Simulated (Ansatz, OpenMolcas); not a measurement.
A ladder of methods for GaSiH4O (SMILES [SiH3][O][GaH])

The species is GaSiH4O (7 atoms), meant as a doublet with charge 0. SMILES: `[SiH3][O][GaH]`. The coordinates come from a PBE0-D4/def2-TZVP relaxation. This is one conformer, not always the lowest.

Quantity: the electronic atomisation energy, in eV. The values are calculated. Electronic energies at fixed atoms, without zero-point motion or spin-orbit coupling.

| level | kind | program | value (eV) | less CCSD(T)/cc-pVDZ | CPU time (all runs) |
| --- | --- | --- | --- | --- | --- |
| UHF/cc-pVDZ | Hartree–Fock | OpenMolcas | 14.66 | -4.20 | 18 s |
| USVWN5/cc-pVDZ | LDA | Ansatz | 22.83 | +3.97 | 9 s |
| U-r2SCAN/cc-pVDZ | meta-GGA | OpenMolcas | 20.32 | +1.46 | 97 s |
| UM06-L/cc-pVDZ | meta-GGA | OpenMolcas | 20.20 | +1.34 | 73 s |
| U-r2SCAN0/cc-pVDZ | hybrid meta-GGA | Ansatz | 19.93 | +1.07 | 39 s |
| U-wB97M-V/cc-pVDZ | range-separated hybrid | Ansatz | 20.37 | +1.51 | 2.2 min |
| UB2PLYP/cc-pVDZ | double hybrid | Ansatz | 19.65 | +0.79 | 18 s |
| RPA@PBE/cc-pVDZ | RPA | Ansatz | 18.19 | -0.67 | 21 s |
| UMP2/cc-pVDZ | perturbation theory | Ansatz | 19.09 | +0.23 | 5.1 s |
| UCCSD(T)/cc-pVDZ | coupled cluster or CI | Ansatz | 18.86 | 0.00 | 47 s |

UCCSD(T)/cc-pVDZ is the highest level here, not the true value. All-electron rows without a relativistic Hamiltonian named are non-relativistic. Correlated wave functions underbind in double-zeta sets. The values span 14.66 to 22.83 eV. In the correlated wave-function rows the outer d shell of Ga is correlated, in sets not made for it. Times are those of the runs behind each value, whatever else they computed, on shared processors of several kinds: orders of magnitude only.

Electron correlation supplies a substantial part of the binding: Hartree–Fock falls 4.20 eV short of UCCSD(T), because forming the Si–O, Ga–O and hydride bonds creates electron pairs whose correlation is largely absent in the separated atoms. LDA errs in the opposite direction, by 3.97 eV. Its local description penalises the strongly inhomogeneous free atoms more than the molecule, an imbalance that density gradients and the kinetic-energy density largely repair.

Beyond LDA, the functionals do not fall steadily towards the coupled-cluster value as they grow more elaborate. Exact exchange lowers the r2SCAN result, yet the range-separated hybrid lies above both meta-GGAs. Their positive offsets need not be true overbinding, since density functionals usually approach the basis-set limit faster than correlated wave functions. The closeness of UMP2 to UCCSD(T), at +0.23 eV, probably reflects partly shared basis-set errors as well as similar correlation energies, and does not establish its accuracy. A total atomisation energy also leaves open how strong the Ga–O bond is, or how easily this radical loses hydrogen.
